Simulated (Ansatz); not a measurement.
## TiTe₂: energy above lowest point against volume scale

All results are calculated (Ansatz 0.2.0). Free energy against uniform scaling of the volume at fixed shape and fractions; periodic cell, basis, potentials, k mesh and filling as listed.

The cell before it is scaled or strained (space group P-3m1, No. 164):
```
cell vectors (Å)
   3.7770     0.0000     0.0000
  -1.8885     3.2710     0.0000
   0.0000     0.0000     6.4980
atoms (fractions of the cell vectors)
Ti  0.00000  0.00000  0.00000
Te  0.66667  0.33333  0.26280
Te  0.33333  0.66667  0.73720
```

Settings of every row: functional PBEsol; dispersion none; potentials all-electron LAPW; k mesh 10x10x5; k shift 0x0x0; occupations fermi dirac; smearing width 0.3 eV; spin none.

Limits: a layered crystal: even scaling strains the bonds within the layers, so this curve is stiffer than the crystal under pressure; wide smearing; no spin-orbit coupling, which can matter with elements this heavy.

```csv
row,volume scale,V (Å³/atom),energy above lowest point (meV/atom)
1,0.94,25.154,?
2,0.96,25.69,0.4
3,0.98,26.225,0
4,1,26.76,4
5,1.02,27.295,12
6,1.04,27.83,23.5
7,1.06,28.366,38.1
```

Question: what energy above lowest point should row 1 give?

Worked fit of energy above lowest point. Take u = (V_r/V)^(2/3) − 1 with V_r = 27.028 Å³ an atom, which is twice the finite (Eulerian) strain; such expansions in the strain, on which the Birch-Murnaghan equation of state is built, carry the rest volume and the bulk modulus. The shown rows have u = 0.03443, 0.02031, 0.00667, -0.00653, -0.01931, -0.0317. Least squares give energy above lowest point = 7.55 − 606.6 × u + 11420 × u² + 4903 × u³ meV/atom; a parabola predicts inner rows, each left out in turn, worse (root mean square 0.061 against 0.027 meV/atom). All shown rows lie on it to the printed digit. Its lowest point lies at u = 0.0261, or V = 26 Å³ an atom, and the curvature there gives the bulk modulus at fixed shape and fractions, B = (4/9)(1 + u)² E″(u)/V = 68.1 GPa. Letting shape and atoms relax would as a rule lower it, by much in layered, chain or molecular crystals. The withheld row has u = 0.04907, so the fit gives 7.55 − 606.6 × (0.04907) + 11420 × (0.04907)² + 4903 × (0.04907)³ = 5.9 meV/atom.

The calculation gave 5.6 meV/atom. The fit lies 0.3 meV/atom (5.4 % of the value, 0.79 % of the column's range) above it; its largest miss of a shown row is 0.0 meV/atom. This row lies beyond the range of the fit.
